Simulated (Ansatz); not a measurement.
## SnSe₂: pressure and energy above lowest point against volume scale

Free energy against uniform scaling of the volume at fixed shape and fractions; periodic cell, basis, potentials, k mesh and filling as listed. The results are calculated, by Ansatz 0.2.0.

The cell before it is scaled or strained (space group P-3m1, No. 164):
```
SnSe2
1.0
      3.8237     0.0000     0.0000
     -1.9118     3.3114     0.0000
      0.0000     0.0000     6.1564
Sn Se
1 2
Direct
  0.00000 0.00000 0.00000
  0.33333 0.66667 0.24900
  0.66667 0.33333 0.75100
```

Settings of every row: functional PBE; dispersion none; potentials PAW; wave cutoff 500 eV; density cutoff 2000 eV; k mesh 6x6x4; k shift 0x0x0; occupations fixed; smearing width 0 eV; spin none.

Limits: a layered crystal: even scaling strains the bonds within the layers, so this curve is stiffer than the crystal under pressure; minimum outside the range.

```csv
row,volume scale,V (Å³/atom),pressure (GPa),energy above lowest point (meV/atom)
1,0.9406,24.44,10.28,96.6
2,0.9703,25.212,7.3,54.4
3,1,25.984,4.76,25.6
4,1.0297,26.755,?,?
5,1.0594,27.527,0.76,0
```

Question: what pressure and energy above lowest point should row 4 give?

Worked fit of pressure. Take u = (V_r/V)^(2/3) − 1 with V_r = 25.598 Å³ an atom, which is twice the finite (Eulerian) strain; such expansions in the strain, on which the Birch-Murnaghan equation of state is built, carry the rest volume and the bulk modulus. The shown rows have u = 0.03134, 0.01018, -0.00993, -0.04728. Least squares give pressure = 5.98 + 126.5 × u + 340.5 × u² GPa; a straight line predicts inner rows, each left out in turn, worse (root mean square 0.33 against 0.0063 GPa). All shown rows lie on it to the printed digit. The withheld row has u = -0.02904, so the fit gives 5.98 + 126.5 × (-0.02904) + 340.5 × (-0.02904)² = 2.59 GPa.

The calculation gave 2.6 GPa. The fit lies 0.01 GPa (0.11 % of the column's range) below it, one unit of the last digit.

Worked fit of energy above lowest point. Take u = (V_r/V)^(2/3) − 1 with V_r = 25.598 Å³ an atom, which is twice the finite (Eulerian) strain; such expansions in the strain, on which the Birch-Murnaghan equation of state is built, carry the rest volume and the bulk modulus. The shown rows have u = 0.03134, 0.01018, -0.00993, -0.04728. Least squares give energy above lowest point = 38.5 + 1438.6 × u + 13214 × u² meV/atom; a straight line predicts inner rows, each left out in turn, worse (root mean square 13 against 0.22 meV/atom). The rows lie off it by 0.0, -0.1, 0.1, 0.0. The withheld row has u = -0.02904, so the fit gives 38.5 + 1438.6 × (-0.02904) + 13214 × (-0.02904)² = 7.9 meV/atom.

The calculation gave 8 meV/atom. The fit lies 0.1 meV/atom (0.1 % of the column's range) below it, one unit of the last digit.
